Before a stiffness for zinc sulphide goes into a model of an infrared window under load, or of a strained film, two things have to be decided. One is whether the calculated points form a single curve or whether some of them must be repeated. The other is whether one stiffness will serve for the whole range. Stiffness is a slope, so a single faulty point can spoil it even when every energy looks reasonable.

Zincblende ZnS, calculated with Ansatz 0.2.0: all-electron LAPW, PBE, scalar-relativistic, without spin polarisation, Gaussian nuclei, 8×8×8 k mesh, Fermi–Dirac smearing of 0.01 eV, basis error target 0.25 meV/atom. Pressure is positive in compression; the energy is the free energy less that of spherical, unpolarised free atoms.

```tsv
volume (Å³/atom)	shortest distance (Å)	pressure (GPa)	energy less free atoms (eV/atom)
18.598	2.294	6.728	-3.389
18.796	2.303	5.714	-3.397
18.994	2.311	4.753	-3.403
19.290	2.323	3.405	-3.411
19.389	2.327	2.979	-3.413
19.587	2.334	2.161	-3.416
19.983	2.350	0.651	-3.419
20.181	2.358	-0.046	-3.420
20.279	2.362	-0.380	-3.420
20.576	2.373	-1.332	-3.418
20.774	2.381	-1.925	-3.416
20.972	2.388	-2.488	-3.413
```

All rows describe the same zincblende crystal, in which each Zn has four S neighbours and each S four Zn neighbours. In the structure only the volume per atom changes, and the shortest Zn–S distance changes with it. The basis is chosen afresh for each volume: the plane-wave cutoff runs from 9.544 to 9.076 Å⁻¹, and the atomic spheres grow with the cell. An artificial step could enter there, which is one more reason to test the rows. A positive pressure means that the crystal must be squeezed to stay at that volume, a negative one that it must be pulled. The sign changes between 19.983 and 20.181 Å³/atom, so the crystal at rest lies between these two rows.

Read downwards, the pressures seem to stumble. From 18.994 to 19.290 Å³/atom the pressure drops by 1.35 GPa, and in the next step by only 0.43 GPa. The first of these steps in volume, however, is three times as long as the second. Uneven spacing makes this apparent break.

The cure is to divide each drop in pressure by the accompanying change in ln V, where V is the volume per atom. The result is the mean bulk modulus between two neighbouring rows, the pressure needed per fractional change of volume. It falls from 95.8 GPa between the two smallest volumes to 59.4 GPa between the two largest, and it falls at every step. The crystal softens steadily as it expands.

The energy column offers a second false alarm. It reads −3.420 eV/atom at both 20.181 and 20.279 Å³/atom, as if the crystal felt no force between them, yet the pressure is negative in both rows. The slope of the energy goes wrong because the energies are printed to 1 meV. Over the 0.099 Å³ between these two rows, an error of 1 meV in the energy difference becomes 0.001/0.099 × 160.2 = 1.62 GPa, since 1 eV/Å³ is 160.2 GPa. Near a minimum, where the true energy differences are smaller than that, the pressure column is the one to trust.

A straight line through the pressures also fails, but in an orderly way. Fitted by least squares to all twelve rows, it lies 0.46 GPa too low at the smallest volume, up to 0.29 GPa too high in the middle, and 0.41 GPa too low at the largest volume. A damaged row would stand out alone against its neighbours. Here the misses change gradually from row to row, which is the mark of a bent curve.

A suitable curve starts from the energy. Let V₀ be the volume at zero pressure and measure the compression by f = ½[(V₀/V)^(2/3) − 1], which is zero at rest and positive under compression. Around the minimum the energy must begin with a term in f². This term alone already makes the crystal stiffen under compression, because f is not simply proportional to the change in volume; the next term, in f³, adjusts how strongly. Because pressure is minus the derivative of energy with respect to volume, these two terms give

P = 3B₀ f (1 + 2f)^(5/2) [1 + 1.5(B′ − 4) f].

Here P is the pressure, B₀ the bulk modulus at rest, and B′ the rate at which the bulk modulus grows with pressure. This is the third-order Birch–Murnaghan equation. A least-squares fit to all twelve pressures, with the volumes taken to more digits than the table prints, gives V₀ = 20.17 Å³/atom, B₀ = 69.4 GPa and B′ = 4.43. Three constants thus replace the column. With the f² term alone B′ would be 4, so the f³ term makes only a small correction here.

The smallest volume shows how the equation is used. With V = 18.598 Å³/atom, V₀/V is 1.0845 and f is 0.0278. The leading factor 3B₀f is 3 × 69.4 × 0.0278 = 5.79 GPa; the factor (1 + 2f)^(5/2) is 1.145, and the bracket is 1 + 1.5 × 0.43 × 0.0278 = 1.018. Their product is 6.75 GPa, against 6.728 GPa in the table, and the difference comes from rounding the constants for hand work. This row was part of the fit, so the agreement shows that the arithmetic is right and is no forecast.

The same row answers the question about a single stiffness. With the modulus held at its value at rest, the pressure would be 69.4 × ln(20.17/18.598) = 5.6 GPa, about a sixth less than the calculated one. A better rule of thumb adds 4.4 GPa of stiffness for each GPa of pressure. For small uniform pressures near rest, the single number is enough. A window bent by its load, or a strained film, also needs the resistance to shear, which this table does not hold.

Unrounded, the fitted curve misses no row by more than 0.8 MPa, while the table prints pressures in steps of 1 MPa. The largest miss is at 20.181 Å³/atom. There the rounding of the printed pressure alone accounts for about half of the miss. What remains, once the pressures are taken with more digits, rises and falls in one slow wave along the column. That is the pattern expected when a curve lacks its next term, whereas a faulty row would stand out alone. No row needs to be repeated on this evidence.

The energies provide a separate check, because they did not enter the fit. Integrating the fitted pressure over volume should return the energy curve, apart from one constant. It does so to within 0.03 meV/atom when the energies are taken with more digits than the table shows, which is about the rounding of those digits. Pressure and energy therefore describe the same curve, although both come from the same calculation and would share its errors.

The reason for such smoothness lies in what stays fixed. At every volume the same bands are filled, and an energy gap of at least 1.85 eV separates them from the empty ones. No electron changes its level as the crystal is squeezed or stretched. The atoms have no freedom to rearrange either, because the symmetry of the cell holds each on its site with zero force. With fixed filling and fixed relative positions, theory expects the energy to vary smoothly with volume.

Large changes are nevertheless hidden inside this quiet curve. From 18.994 to 20.576 Å³/atom the kinetic energy falls by 4.30 eV per two-atom cell, while the electrostatic energy rises by 3.29 eV and the exchange–correlation energy by 0.98 eV. Almost everything cancels. The total energy alone would be a poor witness of a switch, because where two electronic states cross, their total energies are equal even if the parts differ. The pressure is the better witness: it is a slope, and it would jump at such a crossing unless the two slopes happened to agree. No jump is seen.

A simpler system suggests why such a balance softens on expansion: free electrons in a box of edge L, held together by a smooth attraction. Their kinetic energy varies as 1/L² and the attraction as −1/L. On compression the kinetic term grows faster, so it resists squeezing ever more strongly; on expansion it fades faster, and the box becomes easier to deform. As long as the same levels remain filled, nothing in this balance can produce a kink.

The box gives the right direction but too weak an effect. For an energy made of two inverse powers of length, n and m, the bulk modulus grows with pressure at the rate B′ = (n + m + 6)/3, which is (2 + 1 + 6)/3 = 3 for the box. Zinc sulphide has 4.43. The energy parts, available at four volumes, do not follow the powers of the box either. From the step 18.994–19.290 to the step 20.279–20.576 Å³/atom, the slope of the kinetic energy against volume shrinks by 18 %, where 1/L² would give 10 %, and that of the electrostatic energy by 18 %, where 1/L would give 8 %. A plausible reason, not isolated here, is that the box lacks filled atomic shells, whose overlap changes the energy more steeply than simple confinement does. For another closed-shell crystal of this structure, a sensible first guess is therefore the same bent shape, with its own volume and stiffness at rest and with B′ nearer to four or five than to three.

The gap offers a second place to look for a switch. It narrows from 2.37 eV at the smallest volume to 1.85 eV at the largest, as expected if the lowest empty state is antibonding and comes down relative to the highest filled one as the atoms separate. Its slope against ln V drifts gently from −4.45 to −4.21 eV without a jump. If another state took over as the lowest empty one, as may happen under stronger compression, this slope would change abruptly. The pressure would hardly notice, because that state holds no electrons.

PBE makes the gap much too small; the measured one is roughly 3.7 eV. For the smoothness of the pressure this matters little, since the filling stays fixed as long as the gap remains open. For the wavelength below which a window begins to absorb, it matters a great deal. The calculated change of the gap with volume is a better guide than its calculated size, though the table has no measured slope against which to test it.

Under stronger compression, a real break is expected where the crystal goes over to a neighbouring series, zinc sulphide in the rocksalt structure. There each atom has six neighbours instead of four, and the crystal packs into a smaller volume. That series should have a smooth curve of its own. At low temperature, the two forms are equally stable where they have equal enthalpy, the energy plus pressure times volume. The real crystal may overshoot that pressure before it changes structure, and its volume then drops suddenly. Experiments place this at very roughly 15 GPa, well beyond the 6.7 GPa reached here.

The zincblende curve would give no warning of that change. A cell held in one structure can pass smoothly through the pressure at which another becomes more stable, because the other is never offered to it. To locate the transition, a second set of volumes for rocksalt is needed, and the two enthalpies must be compared. More zincblende points, however closely spaced, cannot replace it.

On the stretched side, several limits lie far beyond the table. The gap of 1.85 eV, falling by 4.21 eV per unit of ln V, would close after a further 0.44 in ln V, at a volume about half as large again, or somewhat later since the slope is weakening; the filling is then no longer guaranteed to stay fixed. The stiffness, which falls at every step, is expected to reach zero in a similar region, where the stretched crystal loses its stability. A further break should come when the crystal is pulled far enough apart to resemble separate atoms. A free sulphur atom has two unpaired electrons, whereas this calculation keeps all spins paired, in the crystal and in the reference atoms alike. At some large volume a state with unpaired spins would win; to find where, one needs a calculation that allows such a state. The same choice makes the printed energies too negative to serve as true binding energies, but it shifts every row equally and leaves the pressures untouched.

Smoothness also has to be kept apart from accuracy. The fitted volume corresponds to a cubic lattice constant of 5.44 Å, and PBE usually makes such crystals slightly too large and too soft. An error of this kind moves the whole curve and leaves no irregular row behind. A design that needs the stiffness to within a few per cent should therefore spend its effort on a measured value or a better functional, and on the effect of temperature, before it repeats any of these twelve points.
